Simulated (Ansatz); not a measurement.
## Swapping OH for F on Ti: the dipole moment

Gas-phase molecules. On one Ti centre that keeps NH2, n of the OH ligands are replaced by F. The dipole moment y in D at wB97M-V/def2-TZVPP. Shapes: PBE0-D4/def2-TZVP. Flexible molecules stand in one conformer, not always the lowest. Programs: Ansatz 0.2.0.

| molecule | n | y (D) |
| --- | --- | --- |
| Ti(NH2)(OH)3 | 0 | 1.47 |
| Ti(NH2)(OH)2F | 1 | ? |
| Ti(NH2)(OH)F2 | 2 | 2.59 |
| Ti(NH2)F3 | 3 | 2.80 |

Q: Fit y = c + s·n to the known rows and predict Ti(NH2)(OH)2F.

A: 
1. Means of the 3 rows: n = 1.66667, y = 2.287.
2. Σ(Δn)² = 4.6667, Σ(Δn·Δy) = 2.1467, so the slope is 2.1467/4.6667 = 0.46.
3. Intercept: 2.287 − (0.46) × 1.66667 = 1.520. The largest residual of the fit is 0.15.
4. Ti(NH2)(OH)2F: 1.520 + (0.46) × 1 = 1.98 D.

The run gave 2.08 D, so the prediction is off by -0.10 D, within the largest residual. The step per swap drifts from +0.61 to +0.21 D. Other levels give for Ti(NH2)(OH)2F: PBE-D4/def2-TZVPP 2.04; r2SCAN-D4/def2-TZVPP 2.08; B3LYP-D4/def2-TZVPP 2.11 D.

The dipole moment rises with every replacement of OH by F, but by less each time, so the series is concave and the straight line falls short at the interpolated molecule. The likely main reason is the loss of the hydroxyl protons. In a Ti-OH group the positive hydrogen sits outside the negative oxygen and partly offsets the Ti-O bond dipole, whereas fluoride leaves a bare negative end opposite the amide, whose own hydrogens are positive. Fluorine's higher electronegativity and weaker π donation to the formally d0 metal probably add to this.

The uneven steps suggest that the contributions combine as vectors: each swap changes the angles and the orientation of the remaining OH groups as well as one bond dipole. A constant increment per fluorine is therefore a useful interpolation rather than a transferable ligand property. The close agreement among the functionals for Ti(NH2)(OH)2F indicates that its value depends little on this choice. The magnitudes alone do not establish a growing charge on titanium.
